**Be term errors: triplet baseline and singlet breaks**

The table holds measured (NIST) Be levels of 2s2, 2s2p and 2p2 and the errors of SS-CASPT2 (2s 2p; 2s 2p 3s 3p) and XMS-RASPT2 (2s 2p + 3d) with spin-orbit state interaction, ANO-RCC-VTZP and DKH2. The program fits error = a·Δn(2p) to the two triplet terms of each column, compares it with a constant shift and a uniform energy scale, and sizes the unfitted singlets against each. The promotion model meets the triplets to 10 cm⁻¹ or better in two columns (a ≈ 395 and 400 cm⁻¹, one degree of freedom) and fails for (2s 2p), where total energies show that the 30 cm⁻¹ error rests on cancellation. Against this model 2s2p 1Po breaks away by about 1300 to 3100 cm⁻¹ and 2p2 1D by 3600 to 5700 cm⁻¹, and every run places 1D above 3P, against the measured order. A two-level estimate of the 2s3d mixing is printed as an order of magnitude only.

Energy levels of the Be atom above 2s2 1S 0, computed with OpenMolcas 26.06: CASPT2 or RASPT2 on state-averaged orbitals (IPEA shift 0.25 Ha, imaginary shift 0.1 Ha, 1s correlated), RASSI spin-orbit coupling, DKH2 and ANO-RCC-VTZP. Brackets hold the active shells, with at most two electrons in 3d. Measured levels are NIST's, matched by configuration, term and J.

## Numerical check

```python
# Table: Be levels (cm-1), measured (NIST) and errors of OpenMolcas SS-CASPT2 / XMS-RASPT2 + spin-orbit,
# ANO-RCC-VTZP, DKH2. Tested: error = a * (p electrons promoted), fitted on the triplet terms, against a
# constant shift and a uniform energy scale; size of the singlet breaks; term splittings; cancellation.
T = {
    'level': ['2s2 1S 0', '2s1.2p1 3Po 0', '2s1.2p1 3Po 1', '2s1.2p1 3Po 2', '2s1.2p1 1Po 1', '2p2 1D 2', '2p2 3P 0', '2p2 3P 1', '2p2 3P 2'],
    'measured': [0, 21978, 21979, 21981, 42565, 56882, 59694, 59695, 59697],  # 1/cm
    'err_ss_caspt2_2s_2p_3s_3p': [0, 330, 330, 330, 2820, 6040, 710, 710, 710],  # 1/cm
    'err_ss_caspt2_2s_2p': [0, 30, 30, 30, 3300, 6140, 560, 560, 560],  # 1/cm
    'err_xms_raspt2_2s_2p_3d': [0, 320, 320, 320, 1600, 4220, 720, 720, 720],  # 1/cm
}
import numpy as np
from scipy.constants import physical_constants as pc
HA = pc['hartree-inverse meter relationship'][0] / 100.0
cols = {'sp': 'err_ss_caspt2_2s_2p', 'sp3s3p': 'err_ss_caspt2_2s_2p_3s_3p', 'spd': 'err_xms_raspt2_2s_2p_3d'}
term = [str(s).split()[1] for s in T['level']]
J = np.array([int(str(s).split()[-1]) for s in T['level']])
X = ['3Po', '3P', '1Po', '1D']
idx = {t: [i for i, u in enumerate(term) if u == t] for t in X}
mean = lambda k, t: float(np.average([T[k][i] for i in idx[t]], weights=2 * J[idx[t]] + 1))
M = {t: mean('measured', t) for t in X}
E = {c: {t: mean(k, t) for t in X} for c, k in cols.items()}
# Further outputs of the same runs (typed): p occupations [1S,3Po,3P,1Po,1D], ground energy (Ha), terms (cm-1)
occ = {'sp': [0.194, 1, 2, 1, 2], 'sp3s3p': [0.189, 1, 2, 1, 2], 'spd': [0.191, 1, 1.988, 1, 1.819]}
E0 = {'sp': -14.65445, 'sp3s3p': -14.65654, 'spd': -14.65756}
TE = {'sp': [22007.3, 60257.5, 45865.3, 63021.4], 'sp3s3p': [22308.1, 60406.7, 45388.3, 62919.3],
      'spd': [22305.1, 60416.4, 44165.5, 61100.4]}
print('rounding floor: errors +-5 cm-1, their differences +-10, measured +-0.5, total-energy shifts +-%.0f' % (1e-5 * HA))
spread = max(np.ptp([T[k][i] for i in idx[t]]) for k in cols.values() for t in X)
print('largest spread of error over J within a term: %.0f cm-1' % spread)
print('measured J span 3Po, 3P (cm-1):', [float(np.ptp([T['measured'][i] for i in idx[t]])) for t in X[:2]])
print('measured terms, (2J+1) mean (cm-1):', {t: round(M[t]) for t in X})
sP, sD = M['1Po'] - M['3Po'], M['1D'] - M['3P']
print('measured 1Po-3Po %.0f, 1D-3P %.0f cm-1' % (sP, sD))
m = np.array([M[t] for t in X])
gP, gD = {}, {}
for c in cols:
    e = np.array([E[c][t] for t in X])
    dn = np.array(occ[c][1:]) - occ[c][0]
    print('--', c, 'error/measured % (3Po 3P 1Po 1D):', np.round(100 * e / m, 2))
    print(' ratio err 3P/3Po %.2f; models: dn_p %.2f, energy %.2f, const 1' % (e[1] / e[0], dn[1] / dn[0], m[1] / m[0]))
    for name, x, u in (('dn_p', dn, 'cm-1/e'), ('energy', m / 100, '%'), ('const', np.ones(4), 'cm-1')):
        a = x[:2] @ e[:2] / (x[:2] @ x[:2])
        r = e - a * x
        print(' %s a=%.4g %s; resid cm-1 fitted 3Po %.0f 3P %.0f; not fitted 1Po %.0f 1D %.0f' % (name, a, u, *r))
    dP, dD = E[c]['1Po'] - E[c]['3Po'], E[c]['1D'] - E[c]['3P']
    gP[c], gD[c] = dP, dD
    print(' 1Po-3Po calc %.0f (err %.0f, %.1f%%); 1D-3P calc %.0f (err %.0f; outputs %.0f) cm-1'
          % (sP + dP, dP, 100 * dP / sP, sD + dD, dD, TE[c][3] - TE[c][1]))
    print(' worst row 1D: %.0f cm-1 = %.1f x err of 3P; 1Po err = %.1f x err of 3Po' % (e[3], e[3] / e[1], e[2] / e[0]))
for c in ('sp3s3p', 'spd'):
    print('sp ->', c, 'splitting error removed: 1Po-3Po %.0f (%.0f%%), 1D-3P %.0f (%.0f%%)' % (
        gP['sp'] - gP[c], 100 * (1 - gP[c] / gP['sp']), gD['sp'] - gD[c], 100 * (1 - gD[c] / gD['sp'])))
    g = (E0[c] - E0['sp']) * HA
    s = g + np.array(TE[c]) - np.array(TE['sp'])
    print(' total-energy shift cm-1: 1S %.0f, 3Po %.0f, 3P %.0f, 1Po %.0f, 1D %.0f' % (g, *s))
# outputs of the spd run: 2s and 3d occupation of 1D, first omitted state (unidentified)
w, left = (0.087, 0.094), 82116.7
low = gD['sp'] - gD['spd']
print('two-level, order of magnitude only: lowering %.0f / weight -> gap %.0f to %.0f cm-1' % (low, low / w[1], low / w[0]))
print('first omitted state above 1D (spd): %.0f cm-1; d in 1Po / d in 3Po = %.1f' % (left - TE['spd'][3], 0.043 / 0.008))
print('weight of p2 in ground state (p occ / 2):', {c: round(occ[c][0] / 2, 3) for c in cols})
assert spread <= 10
assert sD < 0 and all(sD + gD[c] > 0 for c in cols)
assert all(min(E[c]['1Po'], E[c]['1D']) > 2 * max(E[c]['3Po'], E[c]['3P']) > 0 for c in cols)
assert gD['spd'] < gD['sp3s3p'] < gD['sp'] and gP['spd'] < gP['sp3s3p'] < gP['sp']
```

It prints:

```
rounding floor: errors +-5 cm-1, their differences +-10, measured +-0.5, total-energy shifts +-2
largest spread of error over J within a term: 0 cm-1
measured J span 3Po, 3P (cm-1): [3.0, 3.0]
measured terms, (2J+1) mean (cm-1): {'3Po': 21980, '3P': 59696, '1Po': 42565, '1D': 56882}
measured 1Po-3Po 20585, 1D-3P -2814 cm-1
-- sp error/measured % (3Po 3P 1Po 1D): [ 0.14  0.94  7.75 10.79]
 ratio err 3P/3Po 18.67; models: dn_p 2.24, energy 2.72, const 1
 dn_p a=264.8 cm-1/e; resid cm-1 fitted 3Po -183 3P 82; not fitted 1Po 3087 1D 5662
 energy a=0.8424 %; resid cm-1 fitted 3Po -155 3P 57; not fitted 1Po 2941 1D 5661
 const a=295 cm-1; resid cm-1 fitted 3Po -265 3P 265; not fitted 1Po 3005 1D 5845
 1Po-3Po calc 23855 (err 3270, 15.9%); 1D-3P calc 2766 (err 5580; outputs 2764) cm-1
 worst row 1D: 6140 cm-1 = 11.0 x err of 3P; 1Po err = 110.0 x err of 3Po
-- sp3s3p error/measured % (3Po 3P 1Po 1D): [ 1.5   1.19  6.63 10.62]
 ratio err 3P/3Po 2.15; models: dn_p 2.23, energy 2.72, const 1
 dn_p a=394.5 cm-1/e; resid cm-1 fitted 3Po 10 3P -4; not fitted 1Po 2500 1D 5326
 energy a=1.227 %; resid cm-1 fitted 3Po 60 3P -22; not fitted 1Po 2298 1D 5342
 const a=520 cm-1; resid cm-1 fitted 3Po -190 3P 190; not fitted 1Po 2300 1D 5520
 1Po-3Po calc 23075 (err 2490, 12.1%); 1D-3P calc 2516 (err 5330; outputs 2513) cm-1
 worst row 1D: 6040 cm-1 = 8.5 x err of 3P; 1Po err = 8.5 x err of 3Po
-- spd error/measured % (3Po 3P 1Po 1D): [1.46 1.21 3.76 7.42]
 ratio err 3P/3Po 2.25; models: dn_p 2.22, energy 2.72, const 1
 dn_p a=399.8 cm-1/e; resid cm-1 fitted 3Po -3 3P 2; not fitted 1Po 1277 1D 3569
 energy a=1.236 %; resid cm-1 fitted 3Po 48 3P -18; not fitted 1Po 1074 1D 3517
 const a=520 cm-1; resid cm-1 fitted 3Po -200 3P 200; not fitted 1Po 1080 1D 3700
 1Po-3Po calc 21865 (err 1280, 6.2%); 1D-3P calc 686 (err 3500; outputs 684) cm-1
 worst row 1D: 4220 cm-1 = 5.9 x err of 3P; 1Po err = 5.0 x err of 3Po
sp -> sp3s3p splitting error removed: 1Po-3Po 780 (24%), 1D-3P 250 (4%)
 total-energy shift cm-1: 1S -459, 3Po -158, 3P -310, 1Po -936, 1D -561
sp -> spd splitting error removed: 1Po-3Po 1990 (61%), 1D-3P 2080 (37%)
 total-energy shift cm-1: 1S -683, 3Po -385, 3P -524, 1Po -2382, 1D -2604
two-level, order of magnitude only: lowering 2080 / weight -> gap 22128 to 23908 cm-1
first omitted state above 1D (spd): 21016 cm-1; d in 1Po / d in 3Po = 5.4
weight of p2 in ground state (p occ / 2): {'sp': 0.097, 'sp3s3p': 0.095, 'spd': 0.096}
```
